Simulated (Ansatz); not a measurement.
**SiBr2 (SMILES Br[Si]Br): the electronic atomisation energy, rung by rung**

SiBr2: 3 atoms, total charge 0, spin state singlet. SMILES: `Br[Si]Br`. Geometry: relaxed at PBE0-D4/def2-TZVP.

| atom | x (Å) | y (Å) | z (Å) |
| --- | --- | --- | --- |
| Br | 0.9751 | 1.3421 | 0.6709 |
| Si | -0.7700 | 0.3857 | -0.3764 |
| Br | -0.2160 | -1.7926 | -0.3078 |

Each level gives the electronic atomisation energy (eV). The values are calculated. Electronic energies at fixed atoms, without zero-point motion or spin-orbit coupling.

```json
{"level": "HF/def2-SVPD", "kind": "Hartree–Fock", "program": "Ansatz", "value (eV)": "5.07", "less CCSD(T)/def2-SVPD": "-1.90"}
{"level": "SVWN5/def2-SVPD", "kind": "LDA", "program": "Ansatz", "value (eV)": "9.18", "less CCSD(T)/def2-SVPD": "+2.21"}
{"level": "PBE/def2-SVPD", "kind": "GGA", "program": "Ansatz", "value (eV)": "7.96", "less CCSD(T)/def2-SVPD": "+0.99"}
{"level": "r2SCAN/def2-SVPD", "kind": "meta-GGA", "program": "Ansatz", "value (eV)": "7.82", "less CCSD(T)/def2-SVPD": "+0.85"}
{"level": "CAM-B3LYP/def2-SVPD", "kind": "range-separated hybrid", "program": "Ansatz", "value (eV)": "7.34", "less CCSD(T)/def2-SVPD": "+0.37"}
{"level": "B2PLYP/def2-SVPD", "kind": "double hybrid", "program": "Ansatz", "value (eV)": "7.38", "less CCSD(T)/def2-SVPD": "+0.41"}
{"level": "RPA@PBE0/def2-SVPD", "kind": "RPA", "program": "Ansatz", "value (eV)": "6.68", "less CCSD(T)/def2-SVPD": "-0.29"}
{"level": "CCSD(T)/def2-SVPD", "kind": "coupled cluster or CI", "program": "Ansatz", "value (eV)": "6.97", "less CCSD(T)/def2-SVPD": "0.00"}
```

CCSD(T)/def2-SVPD is the highest level here, not the true value. All-electron rows without a relativistic Hamiltonian named are non-relativistic. Correlated wave functions underbind in double-zeta sets. The values span 5.07 to 9.18 eV. In the correlated wave-function rows the outer d shell of Br is correlated, in sets not made for it.

Correlation supplies a substantial part of the binding in SiBr2: Hartree–Fock recovers only 5.07 eV, against 6.97 eV with CCSD(T). Breaking the two polar Si–Br bonds leaves open-shell atoms with fewer opposite-spin electron pairs, so neglecting correlation penalises the molecule more than its fragments. LDA errs the other way, at 9.18 eV, because it treats the strongly inhomogeneous atomic densities less well than the molecular density. Gradient corrections remove much of this overbinding, while r2SCAN changes the PBE result only slightly.

The approach to the coupled-cluster value is not monotonic: B2PLYP lies marginally above CAM-B3LYP, and RPA falls below the reference, in line with its usual underbinding of molecules. The small offsets of these three methods do not establish a ranking of accuracy, since a larger basis would probably raise the CCSD(T) energy and could reorder them. The total atomisation energy also does not show how the binding divides between removal of the first and second bromine atoms.
